## Is my CoW cell paying for compression, or for magnetism?

I have a curve for an ordered CoW crystal in which the magnetic moment of the cell is held at chosen values while the atoms and the cell stay fixed:

CoW (R-3m, 2 atoms per cell, conventional a = 2.707 and c = 12.887 Å, 13.63 Å³ per atom) was computed with atoms and cell fixed in Ansatz 0.2.0, using scalar-relativistic PBE, PAW, collinear spins, a 420 eV plane-wave cutoff, an 18×18×18 k mesh and 0.1 eV Gaussian smearing. Energies are extrapolated to zero smearing, and positive pressure means compression.

```tsv
held cell moment (μB)	energy above lowest (meV/atom)	pressure (GPa)	largest site moment (μB)
0	6.4	-1.17	0.00
0.38	1.3	-0.64	0.47
0.75	0.0	0.45	0.82
1.12	10.2	1.93	1.11
1.5	36.9	3.74	1.36
1.88	84.8	5.98	1.56
2.25	152.8	8.29	1.72
2.62	249.7	11.10	1.85
3	376.4	14.62	1.98
```

The energy dips at first and then climbs ever faster. The pressure climbs too, so my explanation is that a strongly magnetic crystal wants more room, and that the energy I see is mostly the cost of denying it that room. A colleague says that it is just the M⁴ term of a Landau expansion. A third suggestion was that cobalt "runs out" of moment and the rest has to go somewhere else. Can these numbers tell which of us is right?

## Answer

They can go a long way, if you first ask what holding a moment costs even when nothing special happens.

A moment is made by moving electrons from spin-down states to spin-up states. The electrons moved must occupy higher levels, which costs band energy, while electrons of like spin gain exchange energy. Stoner's criterion compares the two: if exchange wins at small moments, the nonmagnetic crystal is unstable. That is the case here, since the energy falls by 5.1 meV/atom between the nonmagnetic row and the row at 0.38 μB.

Your lowest row is close to the preferred moment but not exactly at it. A parabola drawn through the rows at 0.38, 0.75 and 1.12 μB has its minimum near 0.6 μB. That value belongs to this functional and this hypothetical stack of alternating Co and W layers. PBE can make weak moments of this kind too large, and spin–orbit coupling, which matters for tungsten, is absent.

The same parabola tells you what to expect if the crystal kept the stiffness it has near its minimum. Continued to 3 μB, it gives 240 meV/atom, where the calculation gives 376. By this yardstick, well over half of the climb is the ordinary price of going far from a minimum. The split is rough, because the curve already stiffens across the three rows that set the parabola. What needs a special cause is the remaining 137 meV/atom, the sign that the crystal has become stiffer on the way.

### The squeezed cell

Your explanation starts from something real. The pressure passes through zero near the preferred moment, so the cell has the right size for that state, and it is too small for the states with larger moments. Larger moments put electrons into higher, less bonding states, and this commonly makes a magnetic metal want to expand. But a high pressure is not yet a high energy, because a stiff metal needs to expand only a little to get rid of it.

The energy at stake can be estimated. If the cell were released, its volume would grow by about V·P/B, where V is the volume per atom, P the pressure and B the bulk modulus. The pressure drops to zero on the way, so its average is P/2, and the energy released is

E ≈ P²V/(2B).

For the last row, P is 14.6 GPa and V is 13.6 Å³. I take B as about 250 GPa, a rough recalled value for a metal between cobalt and tungsten. This gives 5.8 GPa·Å³, or about 36 meV/atom, since 1 eV/Å³ is 160 GPa.

That is about a tenth of the energy in that row. Even if all of it belonged to the excess over the parabola, it would cover only about a quarter of that excess. To account for the whole, the bulk modulus would have to be near 67 GPa, far softer than either metal. The estimate ignores a change of the cell's shape, and the runs carry a warning that the stresses were converged loosely. An error of 10 % in the pressure would change the 36 meV by about 20 %, which leaves the verdict as it is. Compression accompanies the climb and adds to it, but it is not the main cause.

### The Landau term

Your colleague's formula is E = E₀ + aM² + bM⁴, with a negative a for an unstable nonmagnetic state and a positive b that stops the moment from growing. It is a sound description close to zero moment. The question is whether one pair of constants can serve the whole curve.

I tried it from both ends. If a and b are set by the three rows up to 0.75 μB, the energy predicted at 3 μB is 11 times the computed one. If instead E₀, a and b are fitted by least squares to all nine rows, the curve looks good, with a typical miss of 6 meV/atom. But a then comes out positive, which would make the nonmagnetic crystal stable, and the table says that it is not.

The second failure is easy to overlook in a plot. The large energies dominate the fit, and a miss of a few meV is invisible beside 376, yet the whole magnetic energy gain is only that large. The physical reason, as theory has it, is that a and b reflect the electronic states near the Fermi level of the nonmagnetic crystal. As the moment grows, the spin-up and spin-down bands shift apart, and other states come to lie at the Fermi level. More terms would repair the curve, but they would not tell you which electrons make it stiff.

### Which atom still responds?

For that question the column with the largest site moment is the useful one. The site is cobalt in every magnetic row. Subtract its moment from the cell moment, and what remains belongs to tungsten and to the space between the atoms.

Holding the moment is equivalent to applying a uniform field that acts only on the spins. The strength of that field is the slope of the energy curve: the energy needed for each further μB. Cobalt and its surroundings feel the same field, and each answers with some extra moment. They act like two springs joined end to end, which feel the same pull and whose extensions add:

total response = response of Co + response of the rest,

where a response is the moment gained for each increase of the field. The stiffness of the crystal is one divided by the total response.

Take the neighbourhood of 0.75 μB as an example. The cell holds two atoms, so the slope is twice the change in energy per atom divided by the change in moment. It is −0.007 eV/μB on the step before this row and 0.055 eV/μB on the step after it, a change of 0.062. Between the middles of these two steps, cobalt's moment grows by (1.11 − 0.47)/2 = 0.32 μB. Its response is thus 0.32/0.062, or about 5 μB per eV/μB.

The same arithmetic around 2.62 μB gives only 0.9 for cobalt. The response of everything else has meanwhile gone up, from 0.8 to 1.7. At the small moment, cobalt supplies most of the answer to the field; at the large one, it supplies about a third.

This shows where the response is lost. The total response drops from about 6 to 2.6, so the crystal becomes more than twice as stiff, and the entire loss sits on cobalt. The rest of the crystal works the other way: by responding more, it keeps the curve from becoming steeper still.

So the third suggestion is right in its first half and needs care in its second. Cobalt does run out of easy moment, and the surplus does go elsewhere. But the surroundings are not an especially expensive place to put it. Both feel the same field, so the next bit of moment costs the same in either place. At large moments that cost rises more slowly in the surroundings, which is why two thirds of the last step ends up there.

### Why cobalt gives out and its surroundings take over

The numbers show that cobalt's response falls; the reason has to come from the theory of band magnetism. Cobalt's d states form a fairly narrow band with many levels near the Fermi energy, so moving electrons between the spins costs little. At the preferred moment, the cost and the exchange gain of moving one more electron are equal. A little beyond it, the cost is expected to have risen only slightly more than the gain, so a small field is enough for a large change in moment.

As the moment grows, the spin-up d states of cobalt fill. Fewer of them are left to receive electrons, and further ones must go into broader bands at higher energy. The cost of each further electron then rises much faster than the exchange gain, and the response shrinks. I would expect a density of states resolved by atom and spin to show this filling, but none is at hand here, so this step remains an argument.

Tungsten has broad 5d bands and little tendency to form a moment by itself. At small cell moments it even points slightly against cobalt, with −0.05 μB at a cell moment of 0.38 μB. This is the usual result when the d states of an early transition metal mix with those of cobalt: the mixing is stronger for spin-down, where the levels lie closer together. A stronger field overcomes this preference, and at a cell moment of 1.88 μB tungsten carries 0.24 μB parallel to cobalt. That is about three quarters of the moment outside cobalt in that row; for the rows above it I have no separate tungsten value.

### How far this can be trusted

The addition of responses is exact bookkeeping once the moment has been divided between the atoms. It is therefore a way of reading the curve, not an independent prediction of it. Another way of drawing the border between cobalt and its surroundings would shift some moment from one to the other. The responses also belong to the joined crystal: tungsten reacts partly because its cobalt neighbours do.

The fall of cobalt's response doesn't hang on the two places that I compared. From 0.75 to 2.25 μB it declines at every point, and the last two values are equal within the rounding of the table. The response of the surroundings is less regular: it stays between 1.2 and 1.7 from 1.12 μB onwards and dips once on the way. It rises overall, but these rows can't tell whether the dip means anything.

For another curve of this kind, I would work in the same order. Continue the parabola from the minimum to see how much of the climb needs explaining, turn the pressure into an energy before blaming the cell, and then see which atom answers the field less and less. In your CoW cell, that atom is cobalt.
